## Problem

A particle with the mass of a hydrogen atom crosses a symmetric Eckart barrier and carries one transverse harmonic mode of constant frequency:

$$V(x,y)=V_0\,\mathrm{sech}^2(x/a)+\tfrac12 m\omega_\perp^2y^2 .$$

I have in mind hydrogen moving between equivalent sites in a semiconductor host. The Eckart form has no wells, however, and all four parameters are assumed, illustrative values, so every result below is the model's:

- $m=1.674\times10^{-27}$ kg
- $V_0=6.40\times10^{-20}$ J
- $a=4.00\times10^{-11}$ m
- $\omega_\perp=1.50\times10^{14}$ s$^{-1}$

The temperature is $T=150$ K and $\beta=1/k_BT$. I want (a) the periodic instanton, (b) its fluctuation determinant without the zero mode and the number of negative modes, (c) the product $kQ_r$ of rate constant and reactant partition function from the Im $F$ formula and from Miller's one-bounce $N(E)$, and (d) the size of what both formulas leave out. Energies are counted from the asymptote $V=0$. I carry unrounded values between steps.

## Why the two formulas coincide

**Conventions.** Imaginary time is $t$, in seconds. The instanton is a periodic orbit of $m\ddot x=+V'(x)$ with conserved $E=V-\tfrac12m\dot x^2$ and period $\tau(E)$. Its abbreviated action is $W(E)=\oint\sqrt{2m(V-E)}\,|dx|$, with $dW/dE=-\tau$. At temperature $T$ the orbit has $\tau=\beta\hbar$, its full action is $S=W+\beta\hbar E$, and $S_0\equiv\int_0^\tau m\dot x^2\,dt=W$.

The fluctuation operator is $J=-\partial_t^2+V''/m$ on functions of period $\tau$. I fix its infinite normalisation by the free particle, setting the product of the non-zero eigenvalues to $\det'(-\partial_t^2)=\tau^2$ per degree of freedom. The product formula for $\sinh$ then gives $\det(-\partial_t^2+\omega^2)=4\sinh^2(\omega\tau/2)$, and $\det^{-1/2}$ is the oscillator partition function, as it should be.

**Im $F$ side.** I expand $\delta x$ in orthonormal eigenfunctions with coefficients $c_n$ and measure $\sqrt{m/2\pi\hbar}\,dc_n$, so that a mode of eigenvalue $\lambda_n>0$ gives $\lambda_n^{-1/2}$. The zero mode is $\dot x$, with squared norm $S_0/m$. A shift $dt_0$ of the time origin therefore means $dc_0=\sqrt{S_0/m}\,dt_0$, and the mode contributes $\beta\hbar\sqrt{S_0/2\pi\hbar}$. The negative mode is continued along half a steepest-descent contour and gives $\tfrac{i}{2}|\lambda_0|^{-1/2}$. With $F=-\beta^{-1}\ln(Q_r+i\,\mathrm{Im}Z)$ and $k=-(2/\hbar)\,\mathrm{Im}F$ below the crossover temperature (Affleck, 1981), the factors $2$, $\tfrac12$ and $\beta\hbar$ cancel:

$$kQ_r=\sqrt{\frac{S_0}{2\pi\hbar}}\;|{\det}'J|^{-1/2}\,e^{-S/\hbar}.\tag{1}$$

For a scattering barrier there is no decaying state, so (1) is a premise here. The equivalence below is what supports it.

**The determinant along the orbit.** Let $M(\lambda)$ be the monodromy matrix of $\ddot\eta=(V''/m-\lambda)\eta$ over one period. In my normalisation $\det(J-\lambda)=\mathrm{tr}M(\lambda)-2$: both sides vanish on the periodic spectrum, and they agree for constant $V''$. Since $\det(J-\lambda)\approx-\lambda\det'J$ near zero, $\det'J=-\partial_\lambda\mathrm{tr}M$ at $\lambda=0$.

At $\lambda=0$ two solutions are $\eta_1=\dot x$ and $\eta_2=\partial x/\partial E$. Differentiating $x(t+\tau(E),E)=x(t,E)$ gives $\eta_2(t+\tau)=\eta_2(t)-\tau'\eta_1(t)$, with $\tau'=d\tau/dE$. Differentiating $E=V-\tfrac12m\dot x^2$ with respect to $E$ gives the Wronskian $w=\eta_1\dot\eta_2-\dot\eta_1\eta_2=-1/m$. In this basis the unperturbed monodromy $C$ and the first-order change $C\to C(1+B)$ are

$$C=\begin{pmatrix}1&-\tau'\\0&1\end{pmatrix},\qquad B=-\frac{\lambda}{w}\int_0^\tau\begin{pmatrix}-\eta_1\eta_2&-\eta_2^2\\ \eta_1^2&\eta_1\eta_2\end{pmatrix}dt .$$

The diagonal terms cancel in the trace, so $\mathrm{tr}(CB)=-\lambda\tau'\int m\dot x^2dt=-\lambda\tau'S_0$ and $\det'J_\parallel=S_0\,\tau'$.

With transverse modes the monodromy has further multiplier pairs $e^{\pm u_j}$, each giving $2\cosh u_j-2$. Separability is not needed. For one unit pair $1-M(0)$ has a single null vector on each side, the flow direction and the gradient of $E$, and the first-order change of $\det(1-M)$ picks the matrix element between them, which is again $\int m\dot{\mathbf x}^2dt$. In mass-weighted coordinates

$${\det}'J=S_0\,\frac{d\tau}{dE}\prod_j4\sinh^2(u_j/2).\tag{2}$$

Putting (2) into (1), $S_0$ cancels against the Jacobian:

$$kQ_r=\frac{e^{-S/\hbar}}{\sqrt{2\pi\hbar\,|d\tau/dE|}}\prod_j\frac{1}{2\sinh(u_j/2)}.\tag{3}$$

**Miller side.** The flux expression is $kQ_r=(2\pi\hbar)^{-1}\int N(E)e^{-\beta E}dE$, and the one-bounce term of Miller's (1975) cumulative reaction probability is $N(E)=e^{-W(E)/\hbar}\prod_j[2\sinh(u_j(E)/2)]^{-1}$. The exponent $\beta E+W/\hbar$ is stationary where $\tau(E^*)=\beta\hbar$, with curvature $W''/\hbar=-\tau'/\hbar$. For $\tau'<0$ this is a minimum, and the Gaussian integral is $\sqrt{2\pi\hbar/|\tau'|}$. Holding the $\sinh$ factors at $E^*$ and dividing by $2\pi\hbar$ gives (3). This is the equivalence discussed by Althorpe (2011).

**Parity.** When all $u_j$ are real, the sign of (2) is the sign of $\tau'$, so $\tau'<0$ means an odd number of negative modes and $\tau'>0$ an even number. A multiplier pair on the unit circle gives $-4\sin^2(\theta_j/2)$ and a negative real pair gives $-4\cosh^2(u_j/2)$. Either one flips the parity, so the rule needs its condition. In one dimension $\dot x$ has two zeros per period, and the oscillation theorem for periodic problems makes it the second or the third eigenfunction. The count is then exactly one negative mode for $\tau'<0$ and two for $\tau'>0$. The condition $\tau'<0$ thus supplies both the single negative mode needed in (1) and the minimum needed in the energy integral.

## (a) The orbit

The barrier frequency and the crossover temperature are

$$\omega_b=\frac1a\sqrt{\frac{2V_0}{m}}=2.186\times10^{14}\ \mathrm{s^{-1}},\qquad T_c=\frac{\hbar\omega_b}{2\pi k_B}=265.8\ \mathrm K .$$

Two dimensionless numbers govern the motion along $x$: $\alpha=V_0/k_BT_c=\pi a\sqrt{2mV_0}/\hbar=17.44$ and $s=T/T_c=0.5644$.

The substitution $\xi=\sinh(x/a)$ turns energy conservation into $\dot\xi^2=(2/ma^2)(V_0-E-E\xi^2)$, a harmonic motion. So $\sinh(x/a)=A\cos\Omega t$ with $\Omega^2=2E/ma^2$ and $A^2=V_0/E-1$, and

$$\tau(E)=\pi a\sqrt{2m/E},\qquad W(E)=2\pi a\sqrt{2m}\,(\sqrt{V_0}-\sqrt E),$$

where $W$ follows from $W'=-\tau$ and $W(V_0)=0$. Setting $\tau=\beta\hbar=5.092\times10^{-14}$ s gives $\Omega=s\omega_b$ and:

| quantity | closed form | value |
|---|---|---|
| $E^*$ | $s^2V_0$ | $2.039\times10^{-20}$ J |
| $\Omega$ | $s\omega_b$ | $1.234\times10^{14}$ s$^{-1}$ |
| $A$ | $\sqrt{s^{-2}-1}$ | 1.4625 |
| turning points | $\pm a\,\mathrm{arcosh}(1/s)$ | $\pm4.70\times10^{-11}$ m |
| $S_0/\hbar$ | $2\alpha(1-s)$ | 15.195 |
| $S_0$ | | $1.602\times10^{-33}$ J s |
| $\beta E^*$ | $\alpha s$ | 9.845 |
| $S/\hbar$ | $\alpha(2-s)$ | 25.040 |
| $e^{-S/\hbar}$ | | $1.334\times10^{-11}$ |
| $d\tau/dE$ | $-\tau/2E^*$ | $-1.249\times10^{6}$ s J$^{-1}$ |

## (b) The determinant

Along the orbit $\det'J_\parallel=S_0\tau'=-2.001\times10^{-27}$ s$^2$. The unit is right, since J s times s J$^{-1}$ is s$^2$, the inverse of the one eigenvalue removed. Relative to the free particle the Eckart result is compact:

$$\frac{\det'J_\parallel}{\tau^2}=-\frac{W}{2E^*\tau}=-\frac{1-s}{s}=-0.7717 .$$

It vanishes at $s\to1$. That fits, because there the orbit shrinks onto the barrier top, the eigenvalues become $n^2\Omega^2-\omega_b^2$, and both $n=\pm1$ modes reach zero.

A route that avoids the monodromy argument is Hill's determinant. With $q=\mathrm{sech}^2(x/a)=1/(1+A^2\cos^2\Omega t)$ the curvature is $V''/m\Omega^2=(2q-3q^2)/s^2$, and its Fourier series is

$$\frac{V''}{m\Omega^2}=\sum_{l=-\infty}^{\infty}U_l\,e^{2il\Omega t},\qquad U_l=(-r)^{|l|}\left[\frac{1-3s^2}{2s}-3|l|\right],\qquad r=\frac{1-s}{1+s}.$$

Here $r=0.2784$ and $U_0=0.0392$. In the basis $e^{in\Omega t}$ the matrix of $J/\Omega^2$ has entries $n^2\delta_{nn'}+U_{(n-n')/2}$ for even $n-n'$ and zero otherwise. The product of its non-zero eigenvalues divided by $\prod_{n\ne0}n^2$ is $\det'J_\parallel/\tau^2$. Truncated at $|n|\le30$, and multiplied by the tail factor $\exp(2U_0\sum_{n>30}n^{-2})$, it gives $-0.772$, with one negative and one zero eigenvalue.

The transverse equation has constant coefficients, so $u=\omega_\perp\tau=7.638$, $2\sinh(u/2)=45.54$ and $4\sinh^2(u/2)=2074$. All transverse eigenvalues are positive. Equation (2) gives $\det'J=-4.150\times10^{-24}$ s$^2$, with exactly one negative mode.

## (c) The rate by both routes

For Im $F$ I use (1) as it stands. The Jacobian is $\sqrt{15.195/2\pi}=1.555$ and $|\det'J|^{1/2}=2.037\times10^{-12}$ s, so

$$kQ_r=\frac{1.555}{2.037\times10^{-12}\ \mathrm s}\times1.334\times10^{-11}=10.18\ \mathrm{s^{-1}} .$$

For Miller's route, $2\pi\hbar|\tau'|=8.274\times10^{-28}$ s$^2$, whose inverse square root is $3.476\times10^{13}$ s$^{-1}$. The motion along $x$ gives $3.476\times10^{13}\ \mathrm{s^{-1}}\times1.334\times10^{-11}=463.7$ s$^{-1}$, and

$$kQ_r=\frac{463.7\ \mathrm{s^{-1}}}{45.54}=10.18\ \mathrm{s^{-1}} .$$

I print four figures only to show the identity of the two routes.

The reactant partition function per unit length is $\sqrt{mk_BT/2\pi\hbar^2}=7.044\times10^{9}$ m$^{-1}$ times $1/[2\sinh(u/2)]$. The transverse factor cancels because $\omega_\perp$ is constant, and $k=463.7\ \mathrm{s^{-1}}/7.044\times10^{9}\ \mathrm{m^{-1}}=6.58\times10^{-8}$ m s$^{-1}$, a flux per unit line density of reactant. Dividing the one-dimensional result by the classical value $(k_BT/h)e^{-\beta V_0}$, with $\beta V_0=\alpha/s=30.90$, gives the tunnelling factor

$$\kappa=2\sqrt{\pi\alpha s}\;e^{\alpha(1-s)^2/s}=3.9\times10^{3}.$$

## (d) What is left out

**The Gaussian in $E$.** The width is $\sigma_E=\sqrt{\hbar/|\tau'|}=9.19\times10^{-21}$ J. The saddle lies $2.2\,\sigma_E$ above threshold and $4.7\,\sigma_E$ below the barrier top, which looks uncomfortably broad. The Eckart barrier is forgiving here. With $E=V_0v^2$ the exponent is exactly quadratic, $\beta E+W/\hbar=\alpha(2-s)+(\alpha/s)(v-s)^2$, and $dE=2V_0v\,dv$. Over the whole real line in $v$ the integral is $2V_0s\sqrt{\pi s/\alpha}\,e^{-S/\hbar}$, which equals $\sqrt{2\pi}\sigma_Ee^{-S/\hbar}$ because $\sigma_E^2=2E^*k_BT$. Only the limits matter. The true integral over $0\le v\le1$ is 0.9994 times the steepest-descent value.

**The frozen transverse factor.** If I keep $u(E)=\omega_\perp\tau(E)=u^*s/v$, with $u^*=7.638$ its value at $E^*$, inside the integral and integrate $N(E)e^{-\beta E}$ numerically over $0<E<V_0$, the result is 1.35 times (3), or 13.8 s$^{-1}$. So the equivalence is a statement about the steepest-descent average. It does not extend to the full integral over Miller's $N(E)$.

The fuller integral is not the better one in this model. For a separable system the one-bounce sum over channels is $\sum_ne^{-W(E-\epsilon_n)/\hbar}$ with $\epsilon_n=\hbar\omega_\perp(n+\tfrac12)$. Shifting $E$ in each term shows that its Boltzmann average carries exactly the factor $1/[2\sinh(\beta\hbar\omega_\perp/2)]$, the frozen one. Miller's form comes from linearising, $W(E-\epsilon)\approx W(E)+\tau\epsilon$. Since $W''>0$ this underestimates $W$, and for $n=0$ the dropped term in the exponent is $|\tau'|\epsilon_0^2/2\hbar=\hbar\omega_\perp^2|\tau'|/8=0.37$. At fixed $\tau$ it is one order higher in $\hbar$ than the terms kept in (3), yet for a light particle and a stiff mode it is not small.

**The exact barrier.** The exact transmission of the symmetric Eckart barrier is

$$P(E)=\frac{\sinh^2(\alpha v)}{\sinh^2(\alpha v)+\cosh^2d},\qquad d=\sqrt{\alpha^2-\pi^2/4}=17.372 .$$

For $1\ll\alpha v$ and $v$ well below 1 it tends to $e^{-W/\hbar}e^{2(\alpha-d)}$, and $e^{2(\alpha-d)}=1.152$. The exponent is about $\pi^2/4\alpha$, a next-order term in $\hbar$ that neither formulation contains. Integrating $P(E)e^{-\beta E}$ over all $E$, which also includes the multiple bounces and the passage over the barrier, gives 1.15 times the instanton value. The model's exact result is therefore $kQ_r=11.7$ s$^{-1}$.

## Result

At 150 K the model's instanton has one negative mode and $\det'J=-4.150\times10^{-24}$ s$^2$. The Im $F$ formula and the steepest-descent average of the one-bounce $N(E)$ both reduce to (3) and give $kQ_r\approx10$ s$^{-1}$. Their shared error against the exact solution of the model is 13 % on the low side, and nearly all of it comes from the factor $e^{2(\alpha-d)}$.